Student: My LAPW matrix for Bi2Te3 has order n = 30000 and I have p = 400 processes. Why not give each process one contiguous block? The factors come out the same.

Lecturer: Up to rounding they do. What the layout changes is the work on the busiest process. Take right-looking elimination of a full complex matrix, say H − zS with Im z > 0, whose anti-Hermitian part is definite, so elimination without pivoting cannot break down. When the trailing matrix has order m, the step costs m² multiply-adds. With m continuous the total is n³/3, so the exact balanced load is T0 = n³/(3p) = 2.25×10¹⁰ complex multiply-adds per process. The deviation to control is ε = T/T0 − 1, with T the load of the busiest process when each process updates only what it owns.

Student: That is efficiency, not accuracy.

Lecturer: One converts into the other. The compiled lattice constants a = 4.386 Å and c = 30.497 Å (Luo 2012) give a hexagonal cell of (√3/2)a²c = 508.07 Å³. Assume a 4×4×1 supercell of volume V, scalar-relativistic, local orbitals not counted. Then n = V·Kmax³/(6π²) gives Kmax = 3.187 bohr⁻¹, and an assumed sphere radius of 2.5 bohr gives RKmax = 7.97. At fixed T and p, n scales as (1+ε)^(−1/3) and Kmax as (1+ε)^(−1/9). Imbalance is paid in basis cutoff.

Student: Then show me ε.

Lecturer: Use a q×q grid, p = q², and b×b tiles dealt cyclically in both directions, with n = Nqb, so N is the number of cycles. Write m = kqb + r with 0 ≤ r < qb. The process owning the last tile holds h = kb + min(r,b) of the last m rows and as many columns, and nobody holds more at any step. So

T = Σ(k=0..N−1) ∫(0..qb) h² dr = b³[N³/3 + (q−1)N(N+1)(2N+1)/6].

Since T0 = qN³b³/3,

ε(2D) = (1 − 1/q)[3/(2N) + 1/(2N²)].

Your contiguous blocks are N = 1: T/T0 = 3 − 2/q, which is 2.9 for q = 20 and tends to 3.

Student: And whole columns?

Lecturer: Deal strips of b columns to p processes, n = Npb. The last process updates m·h entries, with q replaced by p in h. The excess h − m/p is in each cycle a triangle of area b²(p−1)/2 with centroid at r = (p+1)b/3. Weighting it with m and summing,

ε(1D) = (p²−1)/(2p²N²) + 3(N−1)(p−1)/(4pN²).

For N = 1, T/T0 = 3/2 − 1/(2p²), tending to 3/2. Replacing the integrals by sums over integer m changes ε by a relative 3/(2n) = 5×10⁻⁵, so ignore that.

Student: I was taught 3b√p/n for the 2D cyclic case. You have half of it.

Lecturer: That is the bound. From h ≤ m/q + b you get ε ≤ 3/N + 3/N², and 3/N = 3b√p/n. The excess is a triangle whose mean is half its peak, hence the leading term 3b(√p−1)/(2n). But ε is a floor set by ownership, and a schedule can do worse. Let the code work in panels of width b and finish each panel before updating. The updates take b³Σ(j=0..Nq−1)⌈j/q⌉² = b³[qN(N+1)(2N+1)/6 − N²]. The column panel and the row panel each take about mb²/(2q) per step, and the owner of the diagonal tile works on both, so they add qN²b³/2 in all. The excess over T0 is (q−1)N²b³ at leading order, a deviation of 3(1 − 1/q)/N, which is 2ε. Without look-ahead, meaning overlap of the next panel with the current update, you nearly reach the bound.

Student: Fine, but 1.5 beats 2.9, and b = 1 kills ε anyway. Where is the trade?

Lecturer: In communication. Set panel width equal to b and count complex words. In 2D a process receives at most two messages per panel, B = 2n/b, each at most b·h words. Summing over panels gives at most W = (n²/q)(1 + 1/N), high by roughly 1/q, or 5 per cent. In 1D every process needs the whole panel, so B = n/b and W ≈ n²/2. Memory is the share n²/p plus panel buffers, 2bn/q in 2D and bn in 1D, which are 2/N and 1/N of the share. At 16 bytes per word the matrix is 14.4 GB and the share 36 MB. Price a message start at λ words and define C = W + λB. In 2D, C = n²/q + nb + 2λn/b, with its minimum at b* = √(2λ). With an assumed λ = 5000, b* = 100.

layout | b | N | ε | B | C (10⁶ words) | memory (MB)
1D block | 75 | 1 | 0.50 | 400 | 452 | 72.0
1D cyclic | 15 | 5 | 0.14 | 2000 | 460 | 43.2
1D cyclic | 1 | 75 | 0.0099 | 30000 | 600 | 36.5
2D block | 1500 | 1 | 1.90 | 40 | 90.2 | 108.0
2D cyclic | 300 | 5 | 0.304 | 200 | 55.0 | 50.4
2D cyclic | 100 | 15 | 0.097 | 600 | 51.0 | 40.8
2D cyclic | 50 | 30 | 0.048 | 1200 | 52.5 | 38.4
2D cyclic | 20 | 75 | 0.019 | 3000 | 60.6 | 37.0
2D cyclic | 10 | 150 | 0.0095 | 6000 | 75.3 | 36.5

The third digit of C only ranks the 2D rows, which share most of the 5 per cent overcount.

Student: So both block rows lose on every count but B.

Lecturer: Yes, b = 100 in 2D has smaller ε, C and memory than either. Above b* both ε and C rise with b. Below b* the trade is real, since ε falls as b while the message term grows as 1/b, that is as 1/ε. For a tolerance, take the largest b up to b* that meets it. In the table, ε ≤ 0.10 picks b = 100 at C = 51.0, ε ≤ 0.02 picks b = 20 at 60.6, and ε ≤ 0.01 picks b = 10 at 75.3. In 1D that last target needs b = 1 and C = 600, or 8.0 times as much.

Student: And if the budget is fixed instead?

Lecturer: Take the smallest b that fits. C ≤ 55 gives b = 50 with ε = 0.048, and C ≤ 80 gives b = 10 with ε = 0.0095. No 1D row fits either. A cap of 40 MB removes b ≥ 100, and the cheapest row left is b = 50. For a budget of T0 multiply-adds on the busiest process, 2D blocks cut n to 0.70 of its value and Kmax to 0.888, so RKmax falls from 7.97 to 7.08. With N = 30 the factor on Kmax is 0.995.

Student: You dropped pivoting, and small Im z may need it.

Lecturer: It may, and it is not small. In 1D the pivot search and row swaps are local. In 2D the search adds n reductions, λn = 150, and the swaps up to about n²/q = 45, in the units of C. These 195 exceed the tabulated 2D costs, but at leading order they do not depend on b. The choice of b for a tolerance stands, budgets shift by 195, and b = 10 at 270 is still below the cheapest 1D row.

Student: I doubt b = 10 keeps the arithmetic units fed.

Lecturer: With reason. A rank-b update reads and writes the local trailing block once per panel, 2/b words per multiply-add, so 0.2 at b = 10 and 0.04 at b = 50. The total at b = 10 is 2T0/b = 4.5×10⁹ local words, 60 times C. In 2D it equals B·n²/(3p), so it raises λ by 7.5×10⁵ times the price of a local word relative to a network word. That moves b* up and makes tight tolerances dearer, while the picks for the three tolerances stay where they are.

Student: The eigenproblem Hc = ESc starts with Cholesky of S, only a triangle.

Lecturer: Then blocks are worse. The ideal is n³/(6p), yet a block below the diagonal is still updated in full, s² per step with s = n/q. The owner of the last such block updates s·min(s, m−s) entries for m > s, which integrates to T = s³(q − 3/2). The owner of the last diagonal block has only s³(q/2 − 1/3), less for q ≥ 3. With T0 = qs³/6 this gives T/T0 = 6 − 9/q, which is 5.55 here. In the cyclic layout a process holds at most M(M+1)/2 tiles when M cycles remain, against M²/2, so the deviation is again of order 1/N, with another coefficient.

Student: What would you set?

Lecturer: A 20×20 grid, cyclic, b = 50. Within this model, with its assumed λ, that is ε = 0.048 if look-ahead hides the panels and 0.095 plus terms of order 1/N² if it does not, at a cost C within 3 per cent of the minimum.